**Self-interaction error in the LDA 2p level of In²⁺ and In³⁺**

The table holds 2p eigenvalues, mean radii and spin splittings from all-electron, scalar-relativistic, spin-polarised LDA atoms (Quantum ESPRESSO ld1.x) with three correlation fits, with and without the Perdew-Zunger self-interaction correction. The program compares the shift caused by the correction with the first-order self-Hartree, exchange and correlation terms of a spherical hydrogenic density whose charge is fixed by the computed mean radius, and with a one-constant form $c/\langle r\rangle$ fitted to ten levels from 1s to 5s. For 2p the parameter-free model gives 92.9 eV against the computed 90.9 eV; it holds within 2.4 % for $n\le3$ and falls short by about 8 % for $n=4$ and 15 % for 5s. The choice of correlation fit moves 2p by about 0.015 eV, and the ionisation shift and the spin splitting are nearly unchanged by the correction. For the 5s level of In²⁺ the uncorrected −ε lies 3.5 eV below the measured ionisation energy, while total-energy differences exceed it by about 0.9 eV in all three treatments, corrected or not.

All-electron, scalar-relativistic, spin-polarised Kohn-Sham LDA calculations for the ions In²⁺ and In³⁺ with Quantum ESPRESSO 7.5 (ld1.x), using spherical densities and a point nucleus. All functionals use Slater exchange, and SIC denotes the Perdew-Zunger self-interaction correction. Eigenvalues are negative for bound levels.

## The fit in Python

```python
# Table: 2p Kohn-Sham eigenvalues (eV), mean radii (bohr), spin splitting of In2+ and In3+;
# Quantum ESPRESSO ld1.x, all-electron, scalar-relativistic spin-polarised LDA, with/without SIC.
# Tested: SIC shift = -<v_H + v_xc> of the orbital's own spherical density (hydrogenic, no fit).
T = {
    'ion': ['In2+', 'In2+', 'In2+', 'In3+', 'In3+', 'In3+'],
    'Z': [49, 49, 49, 49, 49, 49],
    'charge': [2, 2, 2, 3, 3, 3],  # e
    'N': [47, 47, 47, 46, 46, 46],
    'configuration': ['[Kr] 4d10 (5s up)1', '[Kr] 4d10 (5s up)1', '[Kr] 4d10 (5s up)1', '[Kr] 4d10', '[Kr] 4d10', '[Kr] 4d10'],
    'functional': ['LDA-VWN5', 'LDA-PZ', 'LDA-PW92', 'LDA-PZ', 'LDA-PW92', 'LDA-PZ'],
    'correction': ['none', 'none', 'SIC', 'none', 'none', 'SIC'],
    'eigenvalue_2p_up': [-3746.8, -3746.8, -3837.6, -3758.4, -3758.4, -3849.3],  # eV
    'eigenvalue_2p_down': [-3746.7, -3746.8, -3837.6, -3758.4, -3758.4, -3849.3],  # eV
    'mean_radius_2p_up': [0.11222, 0.11222, 0.11206, 0.11222, 0.11222, 0.11206],  # bohr
    'gap': [0.0182, 0.0189, 0.0189, 0.0, 0.0, 0.0],  # eV
}
import numpy as np
from scipy.constants import physical_constants as pc
from scipy.special import genlaguerre
from scipy.integrate import cumulative_trapezoid as ct
Ha = pc['Hartree energy in eV'][0]
ix = {(a, f, c): i for i, (a, f, c) in enumerate(zip(T['ion'], T['functional'], T['correction']))}
e, d, R, g = (np.array(T[k], float) for k in ('eigenvalue_2p_up', 'eigenvalue_2p_down', 'mean_radius_2p_up', 'gap'))
v2, p2, s2 = ix['In2+', 'LDA-VWN5', 'none'], ix['In2+', 'LDA-PZ', 'none'], ix['In2+', 'LDA-PW92', 'SIC']
p3, w3, s3 = ix['In3+', 'LDA-PZ', 'none'], ix['In3+', 'LDA-PW92', 'none'], ix['In3+', 'LDA-PZ', 'SIC']
print('rounding of table: eigenvalue 0.05 eV, difference 0.1 eV, radius 5e-6 bohr')
for nm, a, b in (('In3+ PZ', s3, p3), ('In2+ PW92-SIC vs PZ', s2, p2)):
    print(f'SIC shift 2p {nm}: {e[a]-e[b]:.1f} eV ({100*(e[a]/e[b]-1):.2f} %), radius {100*(R[a]/R[b]-1):.2f} %')
# finer 2p up values (eV) typed from further outputs of the same runs
f = {v2: -3746.766, p2: -3746.782, s2: -3837.625, p3: -3758.423, w3: -3758.408, s3: -3849.28}
print(f'finer SIC shift: In3+ {f[s3]-f[p3]:.3f}, In2+ {f[s2]-f[p2]:.3f} eV')
print(f'finer VWN5-PZ (In2+) {f[v2]-f[p2]:.3f}, PW92-PZ (In3+) {f[w3]-f[p3]:.3f} eV; SIC/that {abs((f[s3]-f[p3])/(f[w3]-f[p3])):.0f}')
print(f'ionisation shift 2p table: none {e[p3]-e[p2]:.1f}, SIC {e[s3]-e[s2]:.1f}; finer {f[p3]-f[p2]:.3f}, {f[s3]-f[s2]:.3f} eV')
inv5s = 0.5533309  # <1/r> of 5s up, In2+ PZ, further outputs
print(f'frozen 5s estimate <1/r> = {inv5s*Ha:.2f} eV, excess {inv5s*Ha+f[p3]-f[p2]:.2f} eV')
print(f'In2+ splitting VWN5/PZ/SIC: {g[v2]:.4f} {g[p2]:.4f} {g[s2]:.4f} eV; from rounded VWN5 columns {d[v2]-e[v2]:.1f} eV')
def self_terms(n, l, rm):
    Z = (3*n*n - l*(l+1))/(2*rm)
    r = np.geomspace(1e-5, 200, 20000)/Z
    x = 2*Z*r/n
    P = (r*x**l*np.exp(-x/2)*genlaguerre(n-l-1, 2*l+1)(x))**2
    P /= ct(P, r)[-1]
    o = ct(P/r, r, initial=0)
    vH = ct(P, r, initial=0)/r + o[-1] - o
    den = np.maximum(P/(4*np.pi*r*r), 1e-30)
    rs = (3/(4*np.pi*den))**(1/3)
    # standard PZ fully polarised correlation parameters (definition of the functional, recalled)
    A, B, C, D, G, b1, b2 = 0.01555, -0.0269, 0.0007, -0.0048, -0.0843, 1.3981, 0.2611
    q = 1 + b1*np.sqrt(rs) + b2*rs
    vc = np.where(rs < 1, A*np.log(rs) + B - A/3 + 2*C/3*rs*np.log(rs) + (2*D-C)/3*rs,
                  G*(1 + 7/6*b1*np.sqrt(rs) + 4/3*b2*rs)/q**2)
    return [Z] + [Ha*ct(P*v, r)[-1] for v in (vH, -(6*den/np.pi)**(1/3), vc)]
# n, l, eps none, eps SIC (eV), <r> none: In3+ PZ further outputs; 2p from table; 5s In2+ (PZ vs PW92-SIC)
L = [(1, 0, -27751.32, -28112.48, 0.02974004), (2, 0, -4181.381, -4252.814, 0.1286365),
     (2, 1, e[p3], e[s3], R[p3]), (3, 0, -817.0882, -842.3627, 0.349212),
     (3, 1, -678.5627, -704.4861, 0.3475887), (3, 2, -462.8151, -493.4014, 0.3245773),
     (4, 0, -149.2521, -159.5624, 0.8473415), (4, 1, -107.8189, -117.387, 0.9202147),
     (4, 2, -48.1252, -56.0588, 1.151699), (5, 0, -24.5187, -28.1452, 2.319472)]
rm = np.array([a[4] for a in L]); sh = np.array([a[2]-a[3] for a in L])
c = np.mean(sh*rm)/Ha
slope = np.polyfit(np.log(rm), np.log(sh), 1)[0]
print('lvl Zeff F0 vx vc | model calc (eV deeper) err% | xc cancels% | calc*<r>(Ha bohr) c/<r> err% | % of eps')
err = {}
for (n, l, a, b, r0), s in zip(L, sh):
    Z, H, X, Cc = self_terms(n, l, r0); m = H + X + Cc; nm = f"{n}{'spd'[l]}"
    err[nm] = 100*(m/s - 1)
    print(f'{nm} {Z:.1f} {H:.1f} {X:.1f} {Cc:.2f} | {m:.2f} {s:.2f} {err[nm]:+.1f} | {-100*(X+Cc)/H:.0f} | '
          f'{s*r0/Ha:.3f} {100*(c*Ha/r0/s-1):+.1f} | {-100*s/a:.1f}')
w = max(err, key=lambda k: abs(err[k]))
print(f'worst hydrogenic level {w}: {err[w]:+.1f} %; fitted c = {c:.3f} Ha bohr; slope dln(shift)/dln<r> = {slope:.3f}')
# In2+ 5s, further outputs: -eps, total-energy ionisation energy, listed measured value (eV)
meas = 28.04415
for nm, h, ie in (('VWN5', 24.5469, 28.98225), ('PZ', 24.5187, 28.96417), ('PW92-SIC', 28.1452, 28.97094)):
    print(f'5s {nm}: -eps - measured {h-meas:+.2f} eV ({100*(h/meas-1):+.1f} %), dE - measured {ie-meas:+.2f}, dE + eps {ie-h:.2f} eV')
assert e[s3] < e[p3] - 80 and abs((e[s3]-e[p3]) - (e[s2]-e[p2])) < 0.25
assert min(g[[v2, p2, s2]]) > 0 and max(abs(g[[p3, w3, s3]])) < 1e-4
assert -1.15 < slope < -0.9
assert abs(err['2p']) < 10
```

Output:

```
rounding of table: eigenvalue 0.05 eV, difference 0.1 eV, radius 5e-6 bohr
SIC shift 2p In3+ PZ: -90.9 eV (2.42 %), radius -0.14 %
SIC shift 2p In2+ PW92-SIC vs PZ: -90.8 eV (2.42 %), radius -0.14 %
finer SIC shift: In3+ -90.857, In2+ -90.843 eV
finer VWN5-PZ (In2+) 0.016, PW92-PZ (In3+) 0.015 eV; SIC/that 6057
ionisation shift 2p table: none -11.6, SIC -11.7; finer -11.641, -11.655 eV
frozen 5s estimate <1/r> = 15.06 eV, excess 3.42 eV
In2+ splitting VWN5/PZ/SIC: 0.0182 0.0189 0.0189 eV; from rounded VWN5 columns 0.1 eV
lvl Zeff F0 vx vc | model calc (eV deeper) err% | xc cancels% | calc*<r>(Ha bohr) c/<r> err% | % of eps
1s 50.4 857.8 -490.5 -2.16 | 365.14 361.16 +1.1 | 57 | 0.395 -13.4 | 1.3
2s 46.6 190.9 -116.1 -1.58 | 73.16 71.43 +2.4 | 62 | 0.338 +1.2 | 1.7
2p 44.6 220.2 -125.7 -1.62 | 92.91 90.90 +2.2 | 58 | 0.375 -8.8 | 2.4
3s 38.7 69.9 -43.7 -1.21 | 24.92 25.27 -1.4 | 64 | 0.324 +5.4 | 3.1
3p 36.0 70.3 -43.3 -1.20 | 25.79 25.92 -0.5 | 63 | 0.331 +3.2 | 3.8
3d 32.3 75.7 -43.9 -1.21 | 30.65 30.59 +0.2 | 60 | 0.365 -6.3 | 6.6
4s 28.3 28.7 -18.3 -0.90 | 9.50 10.31 -7.9 | 67 | 0.321 +6.4 | 6.9
4p 25.0 26.5 -16.8 -0.88 | 8.79 9.57 -8.2 | 67 | 0.324 +5.6 | 8.9
4d 18.2 21.2 -13.1 -0.80 | 7.26 7.93 -8.4 | 66 | 0.336 +1.8 | 16.5
5s 16.2 10.5 -6.8 -0.61 | 3.09 3.63 -14.7 | 70 | 0.309 +10.5 | 14.8
worst hydrogenic level 5s: -14.7 %; fitted c = 0.342 Ha bohr; slope dln(shift)/dln<r> = -1.051
5s VWN5: -eps - measured -3.50 eV (-12.5 %), dE - measured +0.94, dE + eps 4.44 eV
5s PZ: -eps - measured -3.53 eV (-12.6 %), dE - measured +0.92, dE + eps 4.45 eV
5s PW92-SIC: -eps - measured +0.10 eV (+0.4 %), dE - measured +0.93, dE + eps 0.83 eV
```
